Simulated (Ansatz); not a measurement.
# Phonon-limited resistivity of Si2W, calculated with Ansatz

Space group I4/mmm (No. 139), 3 atoms in the cell of the first input below: a = 4.516 Å, b = 4.516 Å, c = 4.516 Å, α = 138.46°, β = 138.46°, γ = 60.19°.

The structure is a measured one, not always of the ambient phase, relaxed without spin–orbit coupling to zero pressure (pressure 0.0 GPa with this functional, without spin–orbit coupling). Functional: PBEsol.

Input:

```yaml
crystal:
  lattice:
    - [-1.6014538702, 1.6014538702, 3.9074066652]
    - [1.6014538702, -1.6014538702, 3.9074066652]
    - [1.6014538702, 1.6014538702, -3.9074066652]
  atoms:
    - { symbol: Si, position: [0.3345680591, 0.3345680591, 0.0] }
    - { symbol: Si, position: [0.6654319409, 0.6654319409, 0.0] }
    - { symbol: W, position: [0.0, 0.0, 0.0] }
basis:
  ecutwfc: 420
  ecutrho_ratio: 4
kpoints:
  mp_grid: { grid: [14, 14, 14] }
hamiltonian:
  xc: pbesol
scf:
  occupations: { method: methfessel_paxton, width: 0.2 }
output: {}
phonons:
  supercell: [2, 2, 2]
  qpath:
    path:
      - [[0.0, 0.0, 0.0], [0.0, 0.0, 0.5], [0.25, 0.25, 0.25], [0.0, 0.5, 0.0], [0.0, 0.0, 0.0], [0.5, 0.5, -0.5], [0.29199443, 0.70800557, -0.29199443]]
      - [[-0.29199443, 0.29199443, 0.29199443], [0.0, 0.0, 0.0]]
      - [[0.0, 0.0, 0.5], [-0.08398885, 0.08398885, 0.5]]
      - [[0.5, 0.5, -0.08398885], [0.5, 0.5, -0.5]]
    npoints: 6
  electrical_resistivity: { mesh: [28, 28, 28], temperatures: [50, 100, 200, 300, 500] }
  superconductivity: { mesh: [28, 28, 28], eliashberg_equations: false }
```

```bash
ansatz run input.yaml --threads 8 --pin off --max-ram 15360MiB --backend cpu --events-out ev --progress --plain --runs-dir out
```

Time: 5 min on 8 threads of Intel(R) Xeon(R) Processor @ 2.50GHz (Skylake/Cascade Lake), on a shared host, peak memory 4.8 GiB.

λ_tr,xx from the finest mesh down: 0.081, 0.085, 0.104. The next coarser mesh moves the resistivity at 300 K by 2 % along the axis that moves most.

The run gives λ_tr,xx = 0.081 and a Drude plasma energy ħω_p,xx = 2.64 eV.

Estimate the resistivity along x at 300 K from the high-temperature formula.

ħ/τ = 2π λ_tr k_B T = 0.0132 eV and ρ = 1/(ε0 ω_p² τ) = 14.08 μΩ cm. The Boltzmann solution gives 12.28 μΩ cm, so the estimate is 15 % high.

| T (K) | ρ_xx (μΩ cm) | ρ_zz (μΩ cm) | formula, xx | R_H, field along x (10⁻¹¹ m³/C) | R_H, field along z (10⁻¹¹ m³/C) |
| --- | --- | --- | --- | --- | --- |
| 50 | 0.28 | 0.26 | 2.35 | -38.2* | 501 |
| 100 | 1.87 | 1.51 | 4.69 | -20.5* | 459 |
| 200 | 6.99 | 5.16 | 9.39 | -26.4* | 405 |
| 300 | 12.28 | 8.86 | 14.08 | -30.2* | 389 |
| 500 | 22.48 | 15.99 | 23.47 | -33* | 379 |

A star marks Hall coefficients that aren't converged: the next coarser mesh moves them by over a fifth (field along x at 300 K: -30.22 against -38.67). The sign of R_H depends on the direction of the field, so it shows no single kind of carrier. At 300 K the next coarser mesh moves R_H by up to 28 %.

At 50 K the solution is 0.12 times the linear formula, and at 500 K 0.96 times. The formula is meant for temperatures above the phonon energies and for bands that vary little within k_B T.

Caveats: few states lie at the Fermi level, as in a semimetal, so the smearing of 0.2 eV and the mesh draw its small Fermi surface poorly; in a semimetal R_H is a small difference of electron and hole terms, so even its sign is unsure; no spin-orbit coupling, which matters for these elements; small supercell, couplings not converged in it; the program warns that its phonon interpolation lacks the long-range quadrupole term.

WSi2 conducts well here despite its modest Drude weight because its carriers scatter weakly from phonons, as the λ_tr,xx of 0.081 shows. The small Drude weight fits the usual bonding picture of this disilicide, in which W 5d and Si 3p states hybridise and leave a pseudogap around the Fermi level.

The resistivity falls much faster than linearly on cooling because the phonons that scatter carriers through large angles freeze out, while the remaining long-wavelength ones relax the current poorly. The high-temperature formula assumes classical phonon populations and so overestimates the scattering most at 50 K.

Conduction is easier along z at every temperature, and the anisotropy grows on warming. Anisotropic band velocities with a single common relaxation time would give a constant ratio, so this suggests that the phonons activated at higher temperature relax in-plane currents more effectively. In a real crystal, defect scattering could easily exceed the 0.28 μΩ cm found along x at 50 K, and would then mask the intrinsic low-temperature anisotropy.
